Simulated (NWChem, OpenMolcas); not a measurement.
**How basis sets differ on SiNH4 (SMILES [NH][SiH3])**

The species is SiNH4 (6 atoms), meant as a doublet with charge 0. As SMILES, `[NH][SiH3]`. Geometry: relaxed at PBE0-D4/def2-TZVP.

Each level gives the dipole moment (D). The values are calculated.

```json
{"level": "UB3LYP/LANL2DZ (core potential)", "kind": "global hybrid", "program": "NWChem", "value (D)": "2.13", "CPU time": "11 s"}
{"level": "UB3LYP/6-31G* (spherical functions)", "kind": "global hybrid", "program": "OpenMolcas", "value (D)": "1.57", "CPU time": "11 s"}
{"level": "UB3LYP/6-31G* (Cartesian functions)", "kind": "global hybrid", "program": "OpenMolcas", "value (D)": "1.58", "CPU time": "29 s"}
{"level": "UB3LYP/jorge-DZP", "kind": "global hybrid", "program": "NWChem", "value (D)": "1.46", "CPU time": "34 s"}
{"level": "UB3LYP/def2-TZVP", "kind": "global hybrid", "program": "OpenMolcas", "value (D)": "1.43", "CPU time": "34 s"}
```

The values span 1.43 to 2.13 D. Magnitudes only. Without the sets that lack polarisation functions the rows with a basis span only 1.43 to 1.58 D. CPU times are rough (shared hosts, several kinds of processor): they show what a rung costs within a factor of a few.

The dipole moment depends mainly on whether the basis can polarise the density. LANL2DZ gives 2.13 D, while the polarised sets fall between 1.43 and 1.58 D. Since the geometry is common to all rows, the difference reflects the electron distribution, not a change in structure. Nitrogen draws density from the more electropositive silicon. Without d functions, the basis describes poorly both the distortion of density around the two atoms and the delocalisation of nitrogen lone-pair density into Si–H antibonding orbitals, so charge separation is probably exaggerated. The core potential and the different valence contraction may also contribute.

Switching between spherical and Cartesian functions barely matters, so the extra s-type combinations add little here. The closeness of jorge-DZP to def2-TZVP suggests that a balanced polarised double-zeta set captures most of the effect, with p functions on hydrogen possibly helping relative to 6-31G*. This agreement does not establish the basis-set limit, because none of these sets includes the diffuse functions that describe the outer density of the nitrogen lone pair and radical orbital.
